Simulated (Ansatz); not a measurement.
**C: a fit and a missing row**

C, P6_3/mmc, a = 2.522 Å, c = 16.553 Å. Ansatz: PBE, PAW, 420 eV, Γ-centred 12×12×2 mesh on 16 atoms, Gaussian smearing 0.02 eV; no spin polarisation. Shape and atoms are relaxed at each volume; pressure is positive in compression.

```tsv
V (Å³/atom)	P (GPa)
5.014	69.97
5.185	48.57
5.356	30.04
5.527	13.96
5.698	0.00
5.868	-12.12
6.039	-22.64
6.267	?
```

Question: Take V0 = 5.698 Å³/atom, fit the third-order Birch–Murnaghan form to the other rows, and predict the missing pressure.

Answer: With the Eulerian strain f = ½[(V0/V)^(2/3) − 1] and y = P/[3f(1 + 2f)^(5/2)], the form is the line y = B0 + 1.5 B0 (B0′ − 4) f. Rows (f, y): 0.04450, 423.5; 0.03246, 426.2; 0.02106, 428.9; 0.01026, 431.1; -0.00970, 437.4; -0.01900, 437.6. Means f = 0.01326, y = 430.78; Σ(Δf)² = 0.002982, ΣΔfΔy = -0.7030; the slope is their ratio. y = 433.9 − 235.7 f GPa, so B0 = 433.9 GPa and B0′ = 4 + 2 × (-235.7)/(3 × 433.9) = 3.64. At V = 6.267, f = -0.03074, y = 441.15 and P = -34.71 GPa. The run gave -34.53 GPa, so the fit is 0.18 GPa too low, a small miss on the scale of the series. The form still works here, 22 % of the fitted range beyond its end.

Cost: 8 runs of about 12 core-minutes in all, on Intel Xeon Processor @ 2.50GHz (Skylake/Cascade Lake) (shared hosts).

The bulk modulus of 433.9 GPa and the small volume per atom point to a diamond-like sp3 polytype rather than graphite, which can share this space group but is very soft along its stacking axis. In an sp3 network, uniform compression must shorten strong covalent bonds in every direction, as there are no weak interlayer gaps to close. Carbon's 2p shell has no p core beneath it, so these bonds are short and stiff. B0′ = 3.64 means that the stiffness grows with pressure somewhat more slowly than in the second-order form, probably because directional bonding, rather than steep closed-shell repulsion, governs the response.

The successful extrapolation supports a smooth continuation of the same bonding regime into moderate expansion. It does not locate the tensile limit, where bonds fail and the finite-strain expansion loses its physical basis. Nor does a smooth hydrostatic curve test stability against shear, cleavage or conversion to graphite, the stable form of carbon at ambient pressure.
